## HfN(111): does a surface band really leap by more than 1 eV between K and M?

**Question**

I am looking at the Kohn-Sham levels of a thin HfN(111) film, followed around its hexagonal surface zone from M to Γ (printed as G), on to K and back to M. Level b1 is the first level below the Fermi level, b2 the second below, and a1 the first above. The outer orbital weight tells how much of a level sits on the outermost atomic planes of the two faces.

Kohn-Sham levels of a relaxed eight-plane HfN(111) slab from Ansatz 0.2.0 with scalar-relativistic PBEsol, PAW, no spin polarisation, a dipole correction, a 420 eV cutoff, a Γ-centred 12×12×1 k mesh and 0.1 eV Gaussian smearing. The outer orbital weight is the Löwdin weight on atomic orbitals of the two outer planes of both faces together, not renormalised.

```tsv
point label	point a (reciprocal cell vectors)	point b (reciprocal cell vectors)	level b1 from the Fermi level (eV)	outer orbital weight b1	level b2 from the Fermi level (eV)	outer orbital weight b2	level a1 from the Fermi level (eV)	outer orbital weight a1
M	0.5000	0.0000	-0.260	0.430	-1.700	0.940	0.290	0.780
between	0.4167	0.0000	0.000	0.850	-0.210	0.430	1.730	0.650
between	0.3333	0.0000	-0.040	0.420	-0.570	0.920	1.470	0.640
between	0.2500	0.0000	-1.030	0.860	-1.670	0.420	0.210	0.450
between	0.1667	0.0000	-0.900	0.470	-1.480	0.740	0.360	0.520
between	0.0833	0.0000	-0.300	0.410	-1.440	0.760	0.240	0.400
G	0.0000	0.0000	-0.030	0.470	-1.470	0.790	0.200	0.210
between	0.0556	0.0556	-0.280	0.500	-1.440	0.760	0.040	0.240
between	0.1111	0.1111	-0.030	0.380	-0.670	0.530	0.880	0.410
between	0.1667	0.1667	-0.840	0.630	-1.330	0.710	0.180	0.470
between	0.2222	0.2222	-0.610	0.690	-1.130	0.700	0.390	0.470
between	0.2778	0.2778	-0.260	0.720	-0.710	0.780	0.760	0.430
K	0.3333	0.3333	-0.400	0.880	-1.690	0.820	0.010	0.830
between	0.3611	0.2778	-0.600	0.770	-1.680	0.830	0.010	0.840
between	0.3889	0.2222	-1.090	0.640	-1.660	0.860	0.080	0.850
between	0.4167	0.1667	-1.540	0.630	-1.670	0.840	0.160	0.800
between	0.4444	0.1111	-1.650	0.910	-1.850	0.720	0.070	0.390
between	0.4722	0.0556	-0.170	0.410	-1.690	0.940	0.280	0.800
```

From K towards M the columns change without any obvious break until the point (0.4444, 0.1111). There the weight of a1 drops from 0.80 to 0.39, and one row later it is back. In that same step to the next row, b1 leaps from −1.650 to −0.170 eV. Is this a faulty point, a surface state that ends, or a very steep band? I want to use the slopes to judge how a thin nitride electrode carries current, so a steep surface band would matter to me.

**Answer**

The point looks sound, and no band leaps there. The columns list levels by their rank from the Fermi level, and a rank is not a band. When a band climbs through the Fermi level, it leaves the occupied side, and every band beneath it moves up one rank. The column b1 then jumps from one band to another, although each band by itself runs smoothly.

The breaks are far too large for rounding. If a1 were one smooth band, its value in the odd row should lie near the mean of its two neighbours, which is 0.22 eV. The computed level lies 0.15 eV lower and has about half the neighbours' weight. The leap of b1 by 1.48 eV is the largest of four above 0.5 eV between neighbouring rows. Not all four are false. Between (0.1667, 0.0000) and (0.0833, 0.0000) b1 rises from −0.900 to −0.300 eV while its weight barely moves, which looks like one steep band. The leap from −0.030 to −0.840 eV between Γ and K is probably another change of rank, but the weights there are too alike to sort it safely.

**Sorting the levels by where they live**

The weight lets you recognise a band after its rank has changed. At M, b1 has a weight of 0.43, and one step towards K it has 0.41. In the odd row no occupied level in the table has a weight like that, but a1 has 0.39. The band that was first below the Fermi level has become the first above it.

Its energies then read −0.260 eV at M, −0.170 eV after one step and 0.070 eV after two. This is a band with its lowest point at M, curving upwards and crossing the Fermi level between the first and the second step. I will call it the curved band. The a1 level on either side of the odd row belongs to a different band, one that is concentrated on the outer planes.

**A test by symmetry**

This sorting can be checked, because symmetry dictates how a band must start at M. Without spin-orbit coupling, a level at $k$ has the same energy as one at $-k$. M lies half a reciprocal lattice vector from Γ, so $-\mathrm{M}$ and M are the same point of the crystal's zone. A single band must therefore have equal energies at equal distances on opposite sides of M, and it can't start with a slope. Its first change grows as the square of the distance:

$$E_n \approx E_\mathrm{M} + n^2\,(E_1 - E_\mathrm{M}),$$

where $E_\mathrm{M}$ is the energy at M and $E_n$ the energy after $n$ equal steps.

Towards K, the first step raises the curved band by 0.09 eV. Two steps should raise it four times as much:

$$E_2 \approx -0.26 + 4 \times 0.09 = 0.10\ \text{eV}.$$

The odd row, which did not enter this estimate, has 0.07 eV. The miss of 0.03 eV is about a tenth of the rise from M, and the rounding of the two input levels alone could cause it. So the level that looked out of place in its column is where the curved band should be.

Spin-orbit coupling, which the calculation leaves out, would weaken this argument. Hafnium is a heavy element, and the film has N on one face and Hf on the other, so it has no inversion centre. The two spin states may then separate in proportion to the distance from M, and each branch could start with a slope. The parabola is thus a test of how these computed levels are sorted, and the real bands may split near M.

**Why a single row is disturbed**

The curved band can appear as a1 only while it lies above the Fermi level and below the outer-plane band. That window is about 0.2 eV high, and a steepening band passes through it quickly. After three steps the parabola has reached about 0.55 eV, well above the outer-plane band at 0.160 eV, which is first in rank again. In the odd row itself, the outer-plane band should be the second level above the Fermi level, near 0.22 eV. That position is inferred from its neighbours.

The column b2 is disturbed in the same row, and here a second crossing joins in. An almost flat band with high outer-plane weight runs near −1.7 eV all the way from K to M. Near M the curved band lies above it, so the flat band ranks second. Nearer K another band lies above it, one that starts at −0.400 eV at K and sinks towards M. Only in the odd row has the curved band already left the occupied side while the sinking band has already dived under the flat one.

The flat band is therefore b1 in that row and b2 in the other six rows from K to M. If you follow the band and not the column, its energies spread over 0.05 eV, where the column spreads over 0.19 eV. One change of labels thus smooths a second column as well, which a faulty point would hardly allow. Between K and M no mirror or rotation of the film leaves a point in place, so two bands that meet are expected to open a gap and exchange their character across it. "Following a band" here means following that character, and the points are too far apart to size such gaps.

**What this means for the slopes**

The speed of an electron follows from the slope of its band, so the distinction matters for your electrode. The false step in b1 is 1.48 eV, while the curved band changes by only 0.24 eV over the same interval, from 0.070 to −0.170 eV. Reading the column as a band would make the carriers about six times too fast. It would also reverse their direction, because the column rises towards M where the band falls. In this interval the states nearest the Fermi level belong to the curved band, and its weight gives no sign that they are confined to the surface.

**The same band on the way to Γ**

The leg from M to Γ offers a second look at the same band. The first step raises it by only 0.05 eV, from −0.260 to −0.210 eV, and here it is listed as b2. A step on this leg is also longer, about 0.19 1/Å against 0.11 1/Å towards K, so the band is much heavier in this direction. The parabola crosses the Fermi level when $n^2$ times the first rise equals the depth at M:

$$n = \sqrt{0.26/0.05} \approx 2.3.$$

The crossing should thus fall between the second and the third step, and that is where b1 leaps again, from −0.040 to −1.030 eV. Towards K the same rule gives $\sqrt{0.26/0.09} \approx 1.7$, between the first and the second step, as found. The evidence towards Γ is softer, because a rise of 0.05 eV is known only to about a fifth of its size.

This leg also shows why b1 and b2 trade places before anything reaches the unoccupied side. One step from M, the outer-plane band lies 0.21 eV above the curved band. One step further it lies 0.53 eV below. The two bands have passed each other, and their weights of roughly 0.9 and 0.4 have changed columns with them. This leg lies in a mirror plane, so a true crossing is allowed if one band is even and the other odd under the mirror.

For your electrode this outer-plane band deserves attention. Sorted by weight, it runs from 0.290 eV at M through 0.000 and −0.570 to −1.030 eV. The parabola does not describe it: two steps would put it at −0.87 eV, which is 0.30 eV too low. The square law holds only close to M, and this band has left that range by the second step. Between the first and the second step its slope is about 3.0 eV Å, against 2.2 eV Å for the curved band where it crosses the Fermi level towards K. So a fairly steep band with strong outer-plane character does seem to cross the Fermi level, but on this leg and not at the leap between K and M. The film is an ideal, unreconstructed one, though. The (111) faces of a rocksalt crystal are polar, and a real surface may rearrange its atoms and change such a band.

**Where the bands come from**

The electron count suggests an origin for the curved band. Hafnium brings four valence electrons and nitrogen needs three to fill its 2p shell, so one electron per formula unit is left for the Hf 5d bands. In rocksalt nitrides of this kind the 5d band has a valley at the X point of the bulk zone, and X projects onto M when the crystal is viewed along (111). In a thin film the electrons of that valley form standing waves between the two faces, and the lower ones are expected to give bands with their minimum at M. This is an argument from known bulk physics, as the table does not resolve the levels by orbital.

The weights agree with such a picture but don't establish it. A state spread evenly through eight planes would have a weight of 0.5 if two planes are counted at each face, and 0.25 if only one is. A standing wave on only four Hf planes is not spread evenly, so its weight is expected to scatter well above and below such values. The weights are also not renormalised, and they run low where a level spills into the vacuum. A value near 0.4 is thus no sure mark of a surface state. Values of 0.8 and more do show a strong preference for the outer planes, where the outermost atoms have lost half of their neighbours and feel a different potential. Whether those levels are true surface states or resonances, which leak into bulk bands of the same energy, would take a comparison with the bulk bands projected onto this surface. Nor can they be assigned to the N or the Hf face, since the weight adds both.

**Where the next break would come**

The row in which the leap appears is set by the Fermi level and is no special place on the surface. Suppose the Fermi level were 0.1 eV higher and the bands stayed as they are. The curved band would then still count as occupied in the odd row, and the leap would move one row towards K. The outer-plane band, which lies at 0.010 to 0.080 eV in the three rows nearest K, would count as occupied there too. Column b1 would therefore leap a second time, between (0.3889, 0.2222) and (0.4167, 0.1667). The smearing of the occupations is also 0.1 eV, so the level at 0.070 eV is in fact partly filled. "Above" and "below" are labels there, not a sharp division between empty and full.

A thicker film of the same nitride would show such breaks more often. Its bulk valley would give more standing waves, closer together in energy, and so more bands would cross the Fermi level and one another. Each would also carry less weight on the outer planes, while a true surface state would keep its own. So if a level leaps in such a list, look first at whether its weight leaps with it, and then for a band of the old weight on the other side of the Fermi level.
